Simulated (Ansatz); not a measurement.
# MgAu: pressure against volume scale

Results calculated with Ansatz 0.2.0, not measured. Periodic Kohn-Sham DFT of a crystal at fixed atoms, scaled to volume_scale times the given cell; pressure positive in compression, energy less spherical unpolarised free atoms, largest_vzz the field gradient of largest size among the nuclei.

The cell before it is scaled or strained (space group Pm-3m, No. 221):
```
cell vectors (Å)
   3.2590     0.0000     0.0000
   0.0000     3.2590     0.0000
   0.0000     0.0000     3.2590
atoms (fractions of the cell vectors)
Mg  0.50000  0.50000  0.50000
Au  0.00000  0.00000  0.00000
```

Settings of every row: method all-electron PAW; functional LDA; relativity scalar; k mesh 13x13x13; filling fermi-dirac; smearing width 0.05 eV; nucleus gaussian.

Atom start moment: 0 on all atoms.

Limits: no spin-orbit coupling on heavy atoms.

| row | volume scale | V (Å³/atom) | pressure (GPa) |
| --- | --- | --- | --- |
| 1 | 0.94 | 16.269 | 2.649 |
| 2 | 0.96 | 16.615 | 0.354 |
| 3 | 0.98 | 16.961 | -1.683 |
| 4 | 0.99 | 17.134 | -2.614 |
| 5 | 1 | 17.307 | -3.49 |
| 6 | 1.01 | 17.48 | ? |
| 7 | 1.02 | 17.653 | -5.093 |
| 8 | 1.04 | 17.999 | -6.512 |
| 9 | 1.06 | 18.345 | -7.764 |

Question: what pressure should row 6 give?

Worked fit of pressure. Take u = (V_r/V)^(2/3) − 1 with V_r = 17.221 Å³ an atom, which is twice the finite (Eulerian) strain; such expansions in the strain, on which the Birch-Murnaghan equation of state is built, carry the rest volume and the bulk modulus. The shown rows have u = 0.03864, 0.02417, 0.01019, 0.00338, -0.00332, -0.01638, -0.02903, -0.04128. Least squares give pressure = −3.0612 + 130.885 × u + 424.26 × u² + 330 × u³ GPa; a parabola predicts inner rows, each left out in turn, worse (root mean square 0.0052 against 0.00098 GPa). The rows lie off it by 0.000, -0.001, 0.000, 0.000, 0.001, 0.000, -0.001, 0.000. The pressure vanishes at u = 0.0218, or V = 16.67 Å³ an atom, and there the bulk modulus at fixed shape and fractions is B = −V dP/dV = (2/3)(1 + u) dP/du = 102 GPa. The withheld row has u = -0.0099, so the fit gives −3.0612 + 130.885 × (-0.0099) + 424.26 × (-0.0099)² + 330 × (-0.0099)³ = -4.316 GPa.

The calculation gave -4.316 GPa. The fit meets it to the printed digit.
